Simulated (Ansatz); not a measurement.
Predicting a hybrid from its neighbours: C3H9BO3 (trimethyl borate)

The species is C3H9BO3 (16 atoms), meant as a singlet with charge 0. SMILES: `COB(OC)OC`. The coordinates come from a PBE0-D4/def2-TZVP relaxation.

The electronic atomisation energy y, in eV, basis 6-31G(d); a is the functional's share of exact exchange. Programs: Ansatz 0.2.0.

```
functional  program     a  y (eV)
      BLYP   Ansatz     0   68.36
    r2SCAN   Ansatz     0   68.71
     B3LYP   Ansatz   0.2   68.35
      PBE0   Ansatz  0.25       ?
     BHLYP   Ansatz   0.5   66.20
```

Problem. Fit y = c + s·a to the known rows and predict PBE0.

Solution. 
1. Means of the 4 rows: a = 0.1750, y = 67.905.
2. Σ(Δa)² = 0.1675, Σ(Δa·Δy) = -0.7635, so the slope is -0.7635/0.1675 = -4.5582.
3. Intercept: 67.905 − (-4.5582) × 0.1750 = 68.703. The largest residual of the fit is 0.56.
4. PBE0: 68.703 + (-4.5582) × 0.25 = 67.56 eV.

The run gave 68.58 eV, so the prediction is off by -1.02 eV, more than the largest residual. The rows mix families of semi-local functionals, which the line can't see.

The fitted decline with exact exchange rests almost entirely on BHLYP. BLYP and B3LYP are practically level at 68.36 and 68.35 eV, and PBE0 breaks the order by lying above B3LYP despite its larger exchange share. A fall at high admixture is nonetheless physically reasonable. Hartree-Fock exchange alone underbinds molecules, whereas the more localised semi-local exchange hole mimics part of the left-right correlation in the B–O, C–O and C–H bonds. Replacing half of it without a compensating change in correlation removes binding that LYP doesn't restore.

The failed prediction therefore doesn't contradict that mechanism. PBE generally binds molecules more strongly than BLYP, so PBE0 probably starts from a higher semi-local limit and stays high after admixture. The slope is thus no transferable measure of the effect of exact exchange; a PBE value for the same molecule would be the natural reference. Nor does the spread rank the functionals by accuracy, since in so small a basis incomplete recovery of the binding energy can offset a functional's overbinding.
